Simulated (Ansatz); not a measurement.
Ligand exchange: C2H3Br + Ge(CH3)4 → C3H6 + Ge(CH3)3Br

Gas-phase species: C2H3Br (vinyl bromide) `C=CBr`, singlet; Ge(CH3)4, singlet; C3H6 (propene) `C=CC`, singlet; Ge(CH3)3Br (bromotrimethylgermane), singlet. The partners trade Br for CH3: C–Br and Ge–CH3 bonds give way to C–CH3 and Ge–Br.

Shapes, held fixed at every level: PBE0-D4/def2-TZVP. Programs: Ansatz 0.2.0. Electronic energies: no zero-point or thermal term.

```csv
level,kind,ΔE (kJ/mol),less CCSD(T)/def2-TZVPP
HF/def2-TZVPP,Hartree–Fock,-159.7,-28.7
SPW92/def2-TZVPP,LDA,-131.8,-0.8
BHLYP-D4/def2-TZVPP,global hybrid,-148.5,-17.5
wB97X-V/def2-TZVPP,range-separated hybrid,-138.2,-7.2
B2PLYP/def2-TZVPP,double hybrid,-136.7,-5.7
MP2/def2-TZVPP,perturbation theory,-132.6,-1.6
CCSD(T)/def2-SVP,coupled cluster or CI,-145.6,-14.6
CCSD(T)/def2-TZVPP,coupled cluster or CI,-131.0,0.0
```

The highest level, CCSD(T)/def2-TZVPP, gives ΔE = -131.0 kJ/mol; the levels span -159.7 to -131.0. The column of differences is taken from that level and isn't an error. No measured value is set beside it here. Relativity is left out for Br, Ge. Outer-core shells of Br, Ge are correlated, in sets that cover them unevenly.

The exchange is strongly exothermic at every level, with -131.0 kJ/mol at the highest. Both halves of the swap push the same way. Carbon gives up a fairly weak bond to bromine, whose diffuse valence orbitals overlap poorly with its own, and gains a strong, compact C–C bond at an sp2 centre. Germanium, more electropositive than carbon, trades a weakly polar bond to methyl for a more polar one to bromine, which gains ionic stabilisation. The modest conjugation of the bromine lone pair with the vinyl π system is lost, but this is too small to offset those gains.

Hartree–Fock exaggerates the energy release, and MP2 removes nearly all of the excess, so electron correlation favours the reactants in relative terms. The close match of LDA probably reflects cancellation of errors between the two sides. Enlarging the coupled-cluster basis shifts the result by 14.6 kJ/mol, as much as many changes of method do. The large driving force says nothing about the barrier, and such exchanges commonly need a catalyst to activate the vinylic C–Br bond.
